Q: I have relaxed SnTe with r2SCAN, so I know its volume and its bulk modulus. A colleague uses PBE. Could I work out on paper what she will find, without a second relaxation?

A: Ask her for one number, the pressure that PBE gives on your r2SCAN cell. Then picture each method as a valley, with the energy of the crystal drawn against its volume. The bottom of the valley is the relaxed volume, and its curvature there sets the bulk modulus, the resistance to a uniform squeeze. Your cell sits at the bottom of the r2SCAN valley but on the slope of the PBE valley, and that slope is the pressure.

SnTe (Fm-3m) by several methods, without spin polarisation or spin–orbit coupling. Band gaps are for the cell relaxed with r2SCAN; volumes come from each method's own relaxation or energy curve, and bulk moduli are at fixed cell shape. Plane-wave PBE uses a 420 eV cutoff and an 8×8×8 k mesh, the coarse run 260 eV and 4×4×4, both with 0.02 eV Fermi–Dirac smearing.

| name | kind | band gap (eV) | volume per atom (Å³) | bulk modulus (GPa) | atoms computed |
| --- | --- | --- | --- | --- | --- |
| PBE coarse-settings | low cutoff and mesh | 0.019 | n/a | n/a | 2 |
| PBE | semilocal | 0.011 | 32.93 | 39.10 | 2 |
| PM7 | semi-empirical | 4.248 | n/a | n/a | 64 |
| PBE sz-orbitals | small basis | 0.028 | n/a | n/a | 2 |
| PM6 | semi-empirical | 2.685 | n/a | n/a | 64 |
| GFN1-xTB tblite | tight binding | 0.814 | n/a | n/a | 64 |
| r2SCAN | semilocal | 0.145 | 32.44 | 43.70 | 2 |
| PBE SZV | small basis | 0.106 | 35.70 | 42.40 | 2 |
| PBE DZVP | small basis | 0.035 | 33.45 | 39.90 | 2 |
| GFN2-xTB tblite | tight binding | 0.081 | n/a | n/a | 64 |

Q: And how do I get from the slope to the new bottom?

A: Suppose that the second method merely tilts the valley of the first. A tilt acts like a steady push from inside the crystal. The crystal swells until its own resistance balances the push, so a stiff crystal moves little and a soft one moves far. Another crystal with half the bulk modulus would swell twice as much under the same push.

In symbols, let $E_1(V)$ be the energy in the first method, $V_0$ its relaxed volume and $B$ its bulk modulus. The second method has $E_2(V)=E_1(V)-PV$, where $P$ is the outward pressure. At the new minimum the slope of $E_1$ must equal $P$. Near $V_0$ that slope is $B\,(V-V_0)/V_0$, and so

$$\frac{\Delta V}{V_0}=\frac{P}{B}.$$

Q: Her pressure is 0.63 GPa. My modulus is 43.7 GPa, so the crystal should swell by 0.63/43.7, or 1.44%. My volume of 32.44 Å³ per atom then becomes 32.91 Å³.

A: Her relaxed PBE volume is 32.93 Å³ per atom, so the estimate is good, though its last digit flatters the rule. Had you divided by her modulus of 39.1 GPa, you would have found 0.63/39.1, or 1.6%. The choice between the two moduli therefore matters by about 0.2% of the volume, and that is a fair accuracy to claim here.

Be clear about what has been tested. The pressure and the relaxed volume both belong to the PBE valley, so their agreement can't tell you whether PBE is right about SnTe. It tells you that the step between the two minima is short. The stiffness still changes along it: 0.63 GPa over the computed swelling of 1.51% means an average of about 42 GPa, between the two moduli, and your 1.44% misses about a twentieth of the shift.

Q: Does the same push also tell me her bulk modulus?

A: It gives a first guess. When a crystal swells, its bonds lengthen, and the forces that resist a further change of volume weaken. For many ordinary solids the modulus falls by roughly 4 to 5% for each per cent of added volume. I take 4.5, a rough recalled value that was not adjusted to this table:

$$B_2=B_1\left(\frac{V_1}{V_2}\right)^{4.5}.$$

Here 1 marks the method you start from and 2 the one you want.

Q: Then 1.44% more volume costs about 6.5% of the stiffness, and my 43.7 GPa drops to about 41 GPa.

A: PBE gives 39.1 GPa, so you are 5% too high. Had you simply kept the r2SCAN modulus, you would have been 12% too high. The rule has the right direction and about three fifths of the drop. Moving the exponent between 4 and 5 shifts the estimate by less than a gigapascal, which doesn't close the gap. The two rows would need an exponent of about 7. PBE may also make the valley a little flatter, SnTe may soften faster than the recalled range says, or the moduli may carry some noise. The table can't separate these.

Q: Let me try the PBE row with the DZVP basis. Do I start from r2SCAN again?

A: No, start from plane-wave PBE. The functional then stays the same, and you come closer to changing one thing at a time. The DZVP volume is 1.6% larger than the plane-wave one.

Q: So the crystal should be softer by about 7%. That takes 39.1 GPa down to 36.4 GPa.

A: The calculation gives 39.9 GPa. Your estimate is 9% too low, and, what is worse, it has the wrong direction: the crystal became larger and slightly stiffer. The smaller SZV basis shows the same thing more strongly. Its volume is 8.4% above the plane-wave value, for which the rule predicts about 27 GPa, yet the computed modulus is 42.4 GPa. The DZVP rise is only 2%, too little to build on by itself, since the moduli come without error bars and the runs may differ in program, pseudopotential and k mesh as well as in basis. What is clear in both rows is that the predicted softening is missing.

Q: How can a crystal swell and stiffen at once?

A: A pure tilt can't do that, so the valley must have changed its shape. Write the difference between two methods as an energy $D(V)$ that is added to $E_1(V)$. The slope of $D$ moves the minimum, while its curvature adds to the stiffness or takes from it. Our rule keeps the slope and drops the curvature. In the two basis rows the added curvature must more than make up for the softening that comes with a larger volume.

A possible source, which these numbers don't test, is the rigidity of a small basis. When atoms are pushed together, their electron clouds have to change shape to avoid one another. A few fixed functions on each atom allow little of that, so the energy would climb too steeply on compression. A wall that is too steep on that side pushes the minimum outwards and narrows the valley, which is the pattern we see.

Q: If I had started from r2SCAN after all, I would have found 38.1 GPa for DZVP. That is closer to 39.9 GPa than the estimate you made me do.

A: It is closer because two errors oppose each other. From r2SCAN to PBE the rule predicts too little softening, and from plane waves to DZVP it predicts softening where there is none. Added together they partly cancel, and the result looks respectable. Splitting the route into two steps shows you that the second one fails.

Q: When may I trust the rule, then?

A: Use it when the functional changes and the basis is good in both calculations, and when the volume moves by a per cent or two. In this table that describes one step, from r2SCAN to PBE, so treat the 5% error in the modulus as a single trial. For a change of basis, use the relaxed volume and modulus from the calculation itself: simply keeping the plane-wave modulus misses by 2% for DZVP and 8% for SZV, against 9% and 36% for the rule. A larger volume is then no sign of a softer crystal.

The pressure also has to be sound. The makers of these data caution, from tests on other systems, that computed pressures can carry some grid noise; its size in the runs used here is not known. With your modulus, each gigapascal of error shifts the volume by 1/43.7, or 2.3%. The PBE run with coarse settings gives only 0.32 GPa on the same cell, about half the value of the careful run. You would then predict 32.68 Å³ per atom and lose half of the expansion.

Q: Is the low cutoff to blame for that?

A: It may well be, and that run carries a warning that its cutoff is below the recommended value. A low plane-wave cutoff is known to add a false inward pull to the computed pressure, and the error here has that sign. The mesh of k points was made coarser at the same time, however, so the two shares can't be told apart. The mesh may matter more than usual here. The PBE gap at the point L is smaller than the smearing width of 0.02 eV, so electrons spill across it. The coarse mesh gives L eight times the weight, and the entropy term of that run is about eight times larger. Such carriers are expected to add a pressure of their own, of a sign these runs don't fix, and a smaller share of it stays in the 0.63 GPa. The practical lesson holds either way: a quick run can give a poor pressure, and this rule lives on the pressure.

Q: Could I estimate the band gap in the same way?

A: No, because every gap in the table was computed on the same cell. The volume never changes from row to row, and yet the gaps spread over more than 4 eV. They differ mainly because each method places the filled and empty levels differently, though the sampling of k points also varies and is sparse in the 64-atom runs. Gaps from a minimal basis, or from tight binding fitted to molecules, can be far off. The largest values, from PM7 and PM6, are Hartree–Fock orbital gaps, a kind that is usually far too wide.

Even the step from 0.01 eV in PBE to 0.15 eV in r2SCAN is hard to read. SnTe is known for bands that swap their order at the point L of the Brillouin zone, and a gap printed as a positive number hides which band lies on top. Spin–orbit coupling, left out here, can shift the levels by more than the PBE gap. For this crystal a wider gap is therefore not automatically a better one. The output below gives the volume and stiffness estimates step by step, together with their errors.

The analysis program printed:

```
PBE volume above r2SCAN, computed, %: 1.51
PBE volume above r2SCAN, estimated as P/B, %: 1.443
PBE volume estimated from r2SCAN and pressure, A^3 per atom: 32.91
miss of that volume, %: -0.06675
volume estimated from the coarse pressure, A^3 per atom: 32.68
miss of that volume against plane-wave PBE, %: -0.7628
PBE modulus estimated from r2SCAN and pressure, GPa: 40.97
miss of that modulus, %: 4.788
same modulus with exponent 4, GPa: 41.27
same modulus with exponent 5, GPa: 40.68
computed drop of modulus from r2SCAN to PBE, GPa: 4.6
share of that drop given by the rule, %: 59.3
miss for PBE if the r2SCAN modulus is kept, %: 11.76
DZVP volume above plane-wave PBE, %: 1.579
DZVP modulus estimated from plane-wave PBE, GPa: 36.44
miss of the DZVP modulus, %: -8.676
miss for DZVP if the PBE modulus is kept, %: -2.005
SZV volume above plane-wave PBE, %: 8.412
SZV modulus estimated from plane-wave PBE, GPa: 27.19
miss of the SZV modulus, %: -35.88
miss for SZV if the PBE modulus is kept, %: -7.783
DZVP modulus if r2SCAN is wrongly taken as reference, GPa: 38.07
r2SCAN gap less PBE gap, eV: 0.134
largest gap less smallest gap in the table, eV: 4.237
```
